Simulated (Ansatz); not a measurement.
## SrMg: energy above lowest point against volume scale

Results calculated with Ansatz 0.2.0, not measured. Free energy against uniform scaling of the volume at fixed shape and fractions; periodic cell, basis, potentials, k mesh and filling as listed.

The cell before it is scaled or strained (space group P-6m2, No. 187):
```
cell vectors (Å)
   4.0651     0.0000     0.0000
  -2.0326     3.5205     0.0000
   0.0000     0.0000     5.6079
atoms (fractions of the cell vectors)
Sr  0.00000  0.00000  0.00000
Mg  0.66667  0.33333  0.50000
```

Settings of every row: functional PBEsol; dispersion none; potentials PAW; wave cutoff 420 eV; density cutoff 1680 eV; k mesh 7x7x4; k shift 0x0x0; occupations fermi dirac; smearing width 0.05 eV; spin none.

Limits: coarse k mesh, up to 40 meV an atom off; the cell comes from a prototype or a list of computed structures and needn't be the stable phase.

| row | volume scale | V (Å³/atom) | energy above lowest point (meV/atom) |
| --- | --- | --- | --- |
| 1 | 0.9406 | 37.744 | 0 |
| 2 | 0.9703 | 38.936 | ? |
| 3 | 1 | 40.128 | 5.2 |
| 4 | 1.0297 | 41.32 | 12.8 |
| 5 | 1.0594 | 42.511 | 23.3 |

Question: what energy above lowest point should row 2 give?

Worked fit of energy above lowest point. Take u = (V_r/V)^(2/3) − 1 with V_r = 40.724 Å³ an atom, which is twice the finite (Eulerian) strain; such expansions in the strain, on which the Birch-Murnaghan equation of state is built, carry the rest volume and the bulk modulus. The shown rows have u = 0.05197, 0.00988, -0.00964, -0.02822. Least squares give energy above lowest point = 8.64 − 394.8 × u + 4401 × u² meV/atom; a straight line predicts inner rows, each left out in turn, worse (root mean square 4.3 against 0.1 meV/atom). The rows lie off it by 0.0, 0.0, -0.1, 0.0. Its lowest point lies at u = 0.0449, or V = 38.13 Å³ an atom, and the curvature there gives the bulk modulus at fixed shape and fractions, B = (4/9)(1 + u)² E″(u)/V = 17.9 GPa. Letting shape and atoms relax would as a rule lower it, by much in layered, chain or molecular crystals. The withheld row has u = 0.03038, so the fit gives 8.64 − 394.8 × (0.03038) + 4401 × (0.03038)² = 0.7 meV/atom.

The calculation gave 0.7 meV/atom. The fit meets it to the printed digit.
